Pulling a hydrogen molecule apart costs roughly 4.5 eV. Lifting a whole molecule out of the solid costs only about a hundredth of an electronvolt (both rough, recalled values). The crystal below is built on this contrast: stiff H₂ molecules, all parallel, held apart and together by much weaker forces. Its rows start at the highest pressure, so reading downwards means letting the crystal expand.

Solid hydrogen (space group I4/mmm, 2 atoms per cell), relaxed at each pressure with Ansatz 0.2.0: LDA, PAW datasets made for PBE, scalar-relativistic, no spin polarisation, cutoff 420 eV, k mesh 12×12×12. Phonons are zone-centre optical modes from linear response. Dielectric constants are means over the three axes; the shear modulus is the Hill average with atoms relaxed.

```tsv
volume per atom (Å³)	applied pressure (GPa)	lowest phonon frequency (cm⁻¹)	highest phonon frequency (cm⁻¹)	dielectric clamped	dielectric relaxed	shear modulus (GPa)
3.81	20	357.0	4061.6	3.54	3.54	n/a
4.36	12	318.4	4068.2	3.09	3.10	n/a
5.54	4	263.1	4075.1	2.52	2.52	n/a
6.74	1	233.4	4080.2	2.18	2.19	n/a
7.68	0	217.1	4084.3	2.01	2.01	4.5
```

### The top row, 20 GPa: which motion belongs to which frequency?

The highest phonon frequency, 4062 cm⁻¹, is the stretch of the H–H bond. The lowest, leaving aside the zero-frequency shifts of the whole crystal, is 357 cm⁻¹. It is a libration, in which the molecule rocks about its centre without changing its length. The computed displacement patterns at 4.36 and 6.74 Å³ per atom show these two motions, and the libration is a pair of equal frequencies in every row.

In both motions two equal masses move in opposite directions, so the square of the frequency measures the restoring force directly. A frequency ratio of 11.4 therefore means that the stretch has a spring about 11.4² ≈ 130 times as stiff. The stretch works against a covalent bond. A free molecule can turn at no cost, so the libration has no spring except the one its neighbours supply.

### Still the top row: what would atoms of twice the mass change?

Both frequencies would fall by a factor of √2, about 1.4, because a harmonic frequency varies as the inverse root of the mass. Their ratio would stay the same, since it comes from the springs. At a given volume the clamped dielectric constant would stay the same too, because it measures how electrons shift in a field while the nuclei stand still.

### From 20 to 12 GPa: which motion notices the extra room?

The volume grows by 14 %, and the libration drops from 357 to 318 cm⁻¹, or by 11 %. The stretch rises by less than 7 cm⁻¹, a tiny part of its frequency.

The reason lies in where each spring is anchored. When a molecule rocks, its ends change their distance and direction to the neighbours. The forces between molecules, both the repulsion of closed shells and the electrostatic part, fade with distance; the table does not separate the two. More room thus weakens the libration's only spring, while the covalent bond remains in place. As a rule the same reasoning serves for other molecular crystals without hydrogen bonds: in relative terms, motions of whole molecules against each other respond strongly to pressure, those inside a molecule much less.

### From 12 down to 1 GPa: does it matter whether the nuclei may follow an electric field?

The clamped dielectric constant holds the nuclei fixed, and the relaxed one lets them move. In an ionic crystal the two differ widely, because oppositely charged ions shift in opposite directions. Here the two atoms of a molecule are equivalent by symmetry, so neither can carry a charge opposite to the other's, and the field has no handle on their relative motion.

The two constants must therefore be equal. At 12 and at 1 GPa they nevertheless differ by 0.01. The full outputs of these two runs list identical values for both constants, so the 0.01 is a flaw in the table's figures and not a contribution of the lattice.

### From 1 to 0 GPa: why does one gigapascal count as much as eight?

Read upwards, from the last row to the one above it, a squeeze of 1 GPa shrinks the volume by 12 %. Between the first two it takes 8 GPa to do nearly the same. Dividing pressure by relative volume change gives an average stiffness of about 8 GPa at the bottom of the table and about 60 GPa at the top.

Near zero pressure the molecules sit where weak attraction and repulsion balance, and a small push moves them. Once they are close, each further step has to overcome a steeply rising repulsion. A compressibility measured at low pressure therefore greatly overstates how far such a solid will yield at high pressure.

### The whole column: is the dielectric constant just a count of molecules?

From bottom to top the density doubles and the clamped dielectric constant ε, a mean over the three axes, rises from 2.01 to 3.54. If each molecule responded independently, ε − 1 would double as well. It grows by a factor of 2.5, so counting explains most of the rise but not all of it.

Molecules also feel the fields of their polarised neighbours. The Clausius–Mossotti relation includes this effect for point-like molecules in symmetrical surroundings:

(ε − 1)/(ε + 2) = 4πα/(3v),

where α is the polarisability of one molecule and v the volume it occupies. In the bottom row the left side is 1.01/4.01 = 0.252. If α stays fixed while the density grows by a factor of 2.016, the left side becomes 0.508 in the top row.

Solving for ε gives (1 + 2 × 0.508)/(1 − 0.508) ≈ 4.1. This is about 16 % above the computed 3.54, in a row that was not used to set α. Independent molecules would give only 1 + 1.01 × 2.016 ≈ 3.0. The calculation lies between the two pictures. If α really stays fixed, neighbours reinforce the response, but less than the ideal relation demands.

It is tempting to credit the narrowing band gap, which shrinks from 7.2 to 4.5 eV on compression (LDA values, which are too small as a rule), with making each molecule easier to polarise. The numbers do not settle this. Without neighbour fields the response per molecule rises by 25 % on compression; with the full Clausius–Mossotti correction it falls by 10 %. The relation is only approximate for parallel, closely packed molecules, so even the sign of the change depends on how the neighbours are treated. The printed analysis after this text applies the relation separately to each row.

### The whole column again: is the covalent spring really indifferent to pressure?

In relative terms, almost: from bottom to top the stretch loses 0.6 % of its frequency, while the libration gains 64 %. In absolute terms the picture turns round. The squared frequency, and with it the spring constant, changes 2.3 times as much for the stretch as for the libration. The surroundings do act on the stretch, but their effect is a small correction to a very large number.

Why the stretch softens is open. The bond itself may weaken as the molecules crowd together. Alternatively, the coupling between molecules may grow: in the computed motion all of them stretch in step, and such coupling can lower the shared frequency. In real solid hydrogen the stretch frequency at first rises with pressure, so the sign found here should not be carried over.

### The bottom row: how far does it describe real hydrogen?

The computed volume at zero pressure, 7.68 Å³ per atom, is only about 40 % of the real one, which is roughly 19 Å³. The local density approximation binds weakly interacting molecules too strongly. The calculation also leaves out zero-point motion, which pushes such light molecules apart, and it combines LDA with PAW datasets made for another functional, PBE. The pressures in the table are therefore labels within this calculation, and the real crystal would have to be squeezed considerably to reach even the bottom row.

The order of the molecules differs as well. At low pressure real H₂ molecules rotate in the solid instead of standing parallel, so the libration frequencies are not its observed rotational levels. The stretch is computed as a harmonic vibration, a rough approximation for atoms this light, so its four leading digits are no prediction of the measured frequency. Nor do the runs show that the parallel order is stable, since only vibrations at the zone centre were computed. The shear modulus of 4.5 GPa belongs to the parallel, overdense crystal. It is an average between two standard estimates for a material of randomly oriented grains, 4.2 and 4.8 GPa, so its second digit already depends on the averaging.

What should carry over is the division of labour. Pressure mainly works on the space between the molecules, so in relative terms the rocking of whole molecules responds far more than the stretch inside each one.

Numerical output:

```
Grueneisen parameter between each row and the denser row above it:
   row  libration    stretch
  4.36     0.8486   -0.01204
  5.54     0.7965  -0.007075
  6.74     0.6109  -0.006379
  7.68     0.5545  -0.007693
Electronic response:
   row  band gap in eV  Clausius-Mossotti polarisability per molecule in A^3  susceptibility along over across the axis
  3.81           4.492                                                 0.834                                       1.73
  4.36           5.161                                                0.8548                                      1.641
  5.54           6.145                                                0.8895                                      1.542
  6.74           6.801                                                0.9085                                      1.491
  7.68           7.178                                                0.9236                                      1.467
Stretch over libration frequency at the largest volume: 18.81
Stretch over libration frequency at the smallest volume: 11.38
Density ratio from largest to smallest volume: 2.016
Factor by which the libration frequency rises: 1.644
Factor by which the libration force constant rises: 2.704
Fall of the stretch frequency in cm^-1: 22.7
Fall of the stretch frequency in percent: 0.5558
Fall of the stretch force constant in percent: 1.108
Absolute force-constant change of stretch over that of libration: 2.302
Volume lost from 0 to 1 GPa in percent: 12.24
Volume lost from 12 to 20 GPa in percent: 12.61
Factor by which the susceptibility (dielectric constant less 1) rises: 2.515
Rise of susceptibility times volume on compression in percent: 24.76
Fall of the Clausius-Mossotti polarisability on compression in percent: 9.695
Fall of the band gap on compression in percent: 37.42
Largest difference of relaxed and clamped dielectric constant: 0.01
Voigt less Reuss shear modulus in GPa: 0.529
Computed zero-pressure volume over the rough real one: 0.4042
```
